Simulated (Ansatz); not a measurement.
**Loss of H2: C2H5BF2 → C2H3BF2 + H2**

Species: C2H5BF2 (ethylidifluoroborane) `CCB(F)F`, singlet; C2H3BF2 (vinyldifluoroborane) `C=CB(F)F`, singlet; H2 (hydrogen), singlet. 

Shapes, held fixed at every level: PBE0-D4/def2-TZVP. Programs: Ansatz 0.2.0. The zero-point and thermal change to 298 K, harmonic and unscaled (PBE0-D4/def2-TZVP), is -26.1 kJ/mol.

Q: Estimate ΔH(298 K) of this reaction.

A: The highest level, CCSD(T)/CBS estimate, gives ΔH(298 K) = +123.2 kJ/mol; the levels span +117.0 to +141.5. The column of differences is taken from that level and isn't an error. No measured value is set beside it here. The CBS estimate extrapolates MP2 from def2-TZVPP and def2-QZVPP and adds CCSD(T) − MP2 in the triple-zeta set, cores frozen; for H2 it overshoots the exact energy by about 1 mEh.

```json
{"level": "HF/def2-TZVPP", "kind": "Hartree–Fock", "ΔH(298 K) (kJ/mol)": "+117.0", "less CCSD(T)/CBS estimate": "-6.2"}
{"level": "r2SCAN-D4/def2-TZVPP", "kind": "meta-GGA", "ΔH(298 K) (kJ/mol)": "+130.2", "less CCSD(T)/CBS estimate": "+7.0"}
{"level": "PBE0-D4/def2-TZVPP", "kind": "global hybrid", "ΔH(298 K) (kJ/mol)": "+141.5", "less CCSD(T)/CBS estimate": "+18.3"}
{"level": "r2SCAN0-D4/def2-TZVPP", "kind": "global hybrid", "ΔH(298 K) (kJ/mol)": "+141.1", "less CCSD(T)/CBS estimate": "+17.9"}
{"level": "B2PLYP/def2-TZVPP", "kind": "double hybrid", "ΔH(298 K) (kJ/mol)": "+119.0", "less CCSD(T)/CBS estimate": "-4.2"}
{"level": "CCSD/def2-SVP", "kind": "coupled cluster or CI", "ΔH(298 K) (kJ/mol)": "+134.3", "less CCSD(T)/CBS estimate": "+11.1"}
{"level": "CCSD/def2-TZVPP", "kind": "coupled cluster or CI", "ΔH(298 K) (kJ/mol)": "+126.9", "less CCSD(T)/CBS estimate": "+3.7"}
{"level": "CCSD(T)/CBS estimate", "kind": "coupled cluster or CI", "ΔH(298 K) (kJ/mol)": "+123.2", "less CCSD(T)/CBS estimate": "0.0"}
```

Dehydrogenation is clearly endothermic at every level: the new C=C π bond and the H–H bond don't repay the two C–H σ bonds given up. The vibrational term softens the cost, because several stiff C–H modes disappear and H2 retains only one vibration. Conjugation of the vinyl π bond with the formally empty boron p orbital should also help the product, though fluorine lone-pair donation competes for that orbital and probably keeps the effect modest.

In the same basis, correlation raises the enthalpy from +117.0 (HF) to +126.9 kJ/mol (CCSD), plausibly because the electron pair leaving as H2 loses its correlation with the neighbouring pairs. Hartree–Fock's fairly close agreement with the highest level is therefore partly a cancellation. Nor does the result follow the share of exact exchange: adding some to r2SCAN raises it, yet Hartree–Fock lies lowest. Release of a gas molecule favours the products entropically, so the enthalpy alone fixes neither the equilibrium temperature nor the rate.
